## Isotopic scaling from a mass-independent surface

### The general statement

In the Born-Oppenheimer separation the electronic energy is computed with clamped nuclei. It depends on the nuclear charges and the distance $R$, and not on the masses. For a $^1\Sigma$ diatomic molecule the nuclear equation is

$$-\frac{\hbar^2}{2\mu}u''+\left[V(R)+\frac{\hbar^2X}{2\mu R^2}\right]u=Eu,\qquad X=J(J+1).$$

The equilibrium distance $R_e$, the well depth $D_e$ and the force constants $V^{(m)}(R_e)$ belong to $V$ alone and are the same for all isotopologues. The reduced mass enters only through $\lambda=\hbar/\sqrt\mu$. With $n=v+\tfrac12$, first-order WKB quantisation reads

$$\oint\sqrt{2\left[E-V-\lambda^2X/2R^2\right]}\,dR=2\pi\lambda n ,$$

so that $E$ is a mass-independent function of the two variables $\lambda n$ and $\lambda^2X$. Its Taylor series has the form given by Dunham (1932),

$$E_{vJ}=\sum_{k,l}Y_{kl}\,n^kX^l,\qquad Y_{kl}\propto\lambda^{k+2l}\propto\mu^{-(k/2+l)} .$$

For a second isotopologue (primed) and $\rho=\sqrt{\mu/\mu'}$, $Y'_{kl}=\rho^{k+2l}Y_{kl}$. Since $Y_{10}\approx\omega_e$, $Y_{20}\approx-\omega_ex_e$, $Y_{01}\approx B_e$ and $Y_{11}\approx-\alpha_e$, these constants carry the factors $\rho$, $\rho^2$, $\rho^2$ and $\rho^3$. Higher WKB orders add terms of relative order $\lambda^2$ to each $Y_{kl}$, so the rule fixes the leading term only. A model that is soluble for all $v$ and $J$ displays both the rule and the remainder.

### The Kratzer oscillator

All energies are now wavenumbers ($E/hc$, in cm$^{-1}$). The Kratzer potential has two parameters, and its zero lies at dissociation:

$$V(R)=D\left(\frac{R_e^2}{R^2}-\frac{2R_e}{R}\right).$$

With $\xi=(R-R_e)/R_e$ it reads $V+D=D\xi^2/(1+\xi)^2=D\xi^2(1-2\xi+3\xi^2-\dots)$. Thus $D_e=D$, the harmonic force constant is $k_e=2hcD/R_e^2$, and the coefficients in $V+D=a_0\xi^2(1+a_1\xi+a_2\xi^2+\dots)$ are $a_0=D$, $a_1=-2$, $a_2=3$. None contains a mass.

Define $B_e=h/(8\pi^2c\mu R_e^2)$, $\gamma^2=D/B_e\propto\mu$ and $x=R/R_e$. Division by $B_e$ gives

$$-u''+\left[\frac{\gamma^2+X}{x^2}-\frac{2\gamma^2}{x}\right]u=\frac{E}{B_e}u .$$

This is the Coulomb radial equation with a non-integer angular momentum $L$ fixed by $L(L+1)=\gamma^2+X$, that is $L+\tfrac12=g=\sqrt{\gamma^2+\tfrac14+X}$. The bound solutions are $u=x^{L+1}e^{-\kappa x}L_v^{(2L+1)}(2\kappa x)$, where $L_v^{(2L+1)}$ is a generalised Laguerre polynomial, $\kappa=\gamma^2/(v+L+1)$ and $E=-B_e\kappa^2$. Because $v+L+1=n+g$ and $B_e\gamma^4=D\gamma^2$,

$$E_{vJ}=-\frac{D\gamma^2}{\left(n+\sqrt{\gamma^2+\tfrac14+X}\right)^2}.$$

The first-order WKB integral can also be done in closed form. It gives $n=\gamma^2/\kappa-\sqrt{\gamma^2+X}$, which is the same spectrum without the $\tfrac14$. All higher orders together therefore amount to that one constant.

### Dunham coefficients in closed form

For $n$ and $J$ small against $\gamma$, expand first in $n$, using $(n+g)^{-2}=\sum_k(-1)^k(k+1)\,n^kg^{-k-2}$, and then expand $g^{-k-2}$ binomially in $X$ about $\gamma^2+\tfrac14=\gamma^2s$:

$$Y_{kl}=(-1)^{k+1}(k+1)\binom{-(k+2)/2}{l}\,\frac{D}{\gamma^{\,k+2l}}\;s^{-(k/2+l+1)},\qquad s=1+\frac{1}{4\gamma^2}.$$

Since $\gamma'=\gamma/\rho$, the isotopic ratio is exactly

$$\frac{Y'_{kl}}{Y_{kl}}=\rho^{k+2l}\left(\frac{s}{s'}\right)^{k/2+l+1}\approx\rho^{k+2l}\left[1+\left(\tfrac k2+l+1\right)\frac{1-\rho^2}{4\gamma^2}\right].$$

The first factor is the general rule, and the second is the remainder of relative order $\lambda^2$. The parts with $s=1$ define the mechanical constants, which scale as pure powers:

$$\omega_e=\frac{2D}{\gamma},\qquad \omega_ex_e=\frac{3D}{\gamma^2}=3B_e,\qquad \alpha_e=\frac{3D}{\gamma^3}=\frac{6B_e^2}{\omega_e}.$$

Dunham's leading expressions for a general potential, $\omega_e^2=4a_0B_e$, $\omega_ex_e=-\tfrac32B_e(a_2-\tfrac54a_1^2)$ and $\alpha_e=-(6B_e^2/\omega_e)(1+a_1)$, reduce to these for $a_0=D$, $a_1=-2$, $a_2=3$.

The case $k=l=0$ needs care. The formula gives $-D/s$, whose leading term is the invariant $-D_e$. Counted from the minimum, as is customary and as is done below, $Y_{00}=D-D/s=B_e/(4s)$. It consists of the higher-order term alone and scales as $\rho^2$, not as $\rho^0$.

### Zero-point energy and $D_0$

At $J=0$, $g_0=\sqrt{\gamma^2+\tfrac14}$ obeys $\gamma^2=(g_0-\tfrac12)(g_0+\tfrac12)$, so $E_{00}=-D(g_0-\tfrac12)/(g_0+\tfrac12)$. The zero-point energy $Z=D+E_{00}$ is

$$Z=\frac{D}{g_0+\tfrac12}=\frac{\omega_e}{2}-\frac{B_e}{2}+\frac{B_e}{8\gamma}+\dots$$

The second term is the leading part of $Y_{00}+Y_{20}/4$, namely $B_e/4-3B_e/4$. With $D_0=D_e-Z$ and $D_e$ invariant, $D_0'-D_0=Z-Z'$.

### Numbers for hydrogen chloride

The inputs are typical tabulated values: atomic masses 1.007825 u (H), 2.014102 u (D), 34.968853 u ($^{35}$Cl) and 36.965903 u ($^{37}$Cl), and $R_e=1.2746$ Å. DCl means D$^{35}$Cl. The depth $D=211\,100$ cm$^{-1}$ (26.17 eV) is chosen so that the model has the typical harmonic wavenumber of H$^{35}$Cl, about 2991 cm$^{-1}$; that constant is therefore fitted and not predicted. For H$^{35}$Cl these inputs give $B_e=10.5926$ cm$^{-1}$, $\omega_e=2990.72$ cm$^{-1}$ and $1/4\gamma^2=1.25\times10^{-5}$. For all three species $k_e=516.2$ N m$^{-1}$.

| | H$^{35}$Cl | H$^{37}$Cl | D$^{35}$Cl |
|---|---|---|---|
| $\mu$/u | 0.979593 | 0.981077 | 1.904413 |
| $\rho$ | 1 | 0.999243 | 0.717203 |
| $\rho^2$ | 1 | 0.998487 | 0.514380 |
| $\rho^3$ | 1 | 0.997731 | 0.368915 |
| $\gamma$ | 141.170 | 141.277 | 196.834 |
| $Y_{00}$ | 2.648 | 2.644 | 1.362 |
| $Y_{10}$ | 2990.66 | 2988.40 | 2144.93 |
| $-Y_{20}$ | 31.777 | 31.729 | 16.346 |
| $Y_{01}$ | 10.592 | 10.576 | 5.449 |
| $-Y_{11}$ | 0.22510 | 0.22459 | 0.08304 |
| $Z$ | 1490.07 | 1488.95 | 1069.76 |
| $D_0'-D_0$ | 0 | 1.12 | 420.32 |
| $E_{10}-E_{00}$ | 2928.07 | 2925.90 | 2112.60 |

The energies are exact values of the model in cm$^{-1}$, printed with enough digits to show its internal structure. The exact DCl/H$^{35}$Cl ratios are 0.717210 for $Y_{10}$, 0.514386 for both $Y_{20}$ and $Y_{01}$, and 0.368921 for $Y_{11}$. They exceed $\rho$, $\rho^2$ and $\rho^3$ by $9.1\times10^{-6}$, $1.2\times10^{-5}$ and $1.5\times10^{-5}$ in relative terms, as the approximate ratio requires. For $Y_{10}$ of DCl this is 0.020 cm$^{-1}$. The ratio for $Y_{00}$ is 0.514383, close to $\rho^2$.

A transition wavenumber mixes several powers of $\rho$ and follows none of them. The band origins $E_{10}-E_{00}$ of DCl and H$^{35}$Cl stand in the ratio 0.7215, above $\rho$, because the negative anharmonic term shrinks faster than the harmonic one. The chlorine substitution lowers the origin by 2.17 cm$^{-1}$.

For deuteration the harmonic part of $D_0'-D_0$ is $\tfrac12\omega_e(1-\rho)=422.88$ cm$^{-1}$, the second term is $-\tfrac12B_e(1-\rho^2)=-2.57$ cm$^{-1}$, and the third is 0.006 cm$^{-1}$. The total of 420.32 cm$^{-1}$ equals 52.1 meV.

### What the model and the separation leave out

Two parameters cannot fix $R_e$, curvature and depth together. Against typical values for H$^{35}$Cl ($D_e\approx37\,200$, $\omega_ex_e\approx53$, $\alpha_e\approx0.31$ cm$^{-1}$) the model's well is 5.7 times too deep, its anharmonicity about 40 per cent too small and its $\alpha_e$ about 27 per cent too small. Its absolute $D_0$ says nothing about the molecule. The powers of $\rho$ are untouched by this, and the shift in $D_0$ is governed by $\omega_e$: raising $\omega_ex_e$ alone to the typical value would lower the deuteration shift by 2.6 cm$^{-1}$.

The premise itself fails at order $m_e/M$. The adiabatic (diagonal) correction adds to $V(R)$ a term in $m_e/M_A$ for each nucleus $A$, so that $R_e$, $D_e$ and $k_e$ acquire a small mass dependence, and non-adiabatic coupling alters the effective vibrational and rotational masses. With $m_e=5.4858\times10^{-4}$ u, the parameter $m_e(1/M-1/M')$ is $2.7\times10^{-4}$ for H$\to$D and $8.5\times10^{-7}$ for $^{35}$Cl$\to{}^{37}$Cl. It multiplies dimensionless coefficients that a single-surface model does not supply.

The choice of masses is of the same order. The strict separation uses nuclear masses, while the table uses atomic ones, as is usual in spectroscopy. Removing one electron mass from H and D and seventeen from Cl lowers $\rho^2$ for DCl by $2.6\times10^{-4}$ in relative terms, and so lowers the $\omega_e$ scaled from H$^{35}$Cl by 0.28 cm$^{-1}$. That is more than ten times the 0.020 cm$^{-1}$ of the higher-order term. For H$\to$D the pure powers of $\rho$ can thus be trusted to a few parts in $10^4$, and the limit is set by the separation and not by the WKB order.

In $D_0$, a coefficient of one on the typical depth would give 10 cm$^{-1}$ for H$\to$D and 0.03 cm$^{-1}$ for the chlorine pair. These are rough scales, not computed corrections. The model's shifts are therefore best read as about $4.2\times10^2$ cm$^{-1}$ for DCl and 1.1 cm$^{-1}$ for H$^{37}$Cl.